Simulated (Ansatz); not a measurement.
## ScPt: pressure against volume per atom

Periodic Kohn-Sham DFT of a crystal at fixed atoms; pressure and stress are positive in compression; the energy is the free energy less that of spherical unpolarised free atoms; site moments are those in the method's own spheres, positive along +z. The results are calculated, by Ansatz 0.2.0.

Cell of the first row (space group Pm-3m, No. 221):
```
cell vectors (Å)
   3.2032     0.0000     0.0000
   0.0000     3.2032     0.0000
   0.0000     0.0000     3.2032
atoms (fractions of the cell vectors)
Sc  0.50000  0.50000  0.50000
Pt  0.00000  0.00000  0.00000
```

Settings of every row: method frozen-core PAW; functional LDA; relativity scalar; k mesh 10x10x10; filling fermi-dirac; smearing width 0.05 eV; wave cutoff 420 eV; paw set soft_2.

Atom start moment: 0 on all atoms.

Limits: PAW files made with PBE; no spin-orbit coupling on heavy atoms.

| row | volume per atom (Å³) | pressure (GPa) |
| --- | --- | --- |
| 1 | 16.434 | 4.302 |
| 2 | 16.784 | 0.694 |
| 3 | 17.133 | -2.539 |
| 4 | 17.308 | -4.028 |
| 5 | 17.483 | -5.438 |
| 6 | 17.658 | -6.774 |
| 7 | 17.833 | -8.039 |
| 8 | 18.182 | ? |
| 9 | 18.532 | -12.448 |

Question: what pressure should row 8 give?

Worked fit of pressure. Take u = (V_r/V)^(2/3) − 1 with V_r = 17.395 Å³ an atom, which is twice the finite (Eulerian) strain; such expansions in the strain, on which the Birch-Murnaghan equation of state is built, carry the rest volume and the bulk modulus. The shown rows have u = 0.03861, 0.02412, 0.01017, 0.00335, -0.00336, -0.00995, -0.01644, -0.04133. Least squares give pressure = −4.7388 + 210.462 × u + 597.34 × u² + 438 × u³ GPa; a parabola predicts inner rows, each left out in turn, worse (root mean square 0.0072 against 0.0029 GPa). The rows lie off it by -0.001, 0.003, -0.003, -0.001, 0.001, 0.000, 0.000, 0.000. The pressure vanishes at u = 0.0212, or V = 16.86 Å³ an atom, and there the bulk modulus at fixed shape and fractions is B = −V dP/dV = (2/3)(1 + u) dP/du = 161 GPa. The withheld row has u = -0.02907, so the fit gives −4.7388 + 210.462 × (-0.02907) + 597.34 × (-0.02907)² + 438 × (-0.02907)³ = -10.363 GPa.

The calculation gave -10.368 GPa. The fit lies 0.005 GPa (0.03 % of the column's range) above it; its largest miss of a shown row is 0.003 GPa.
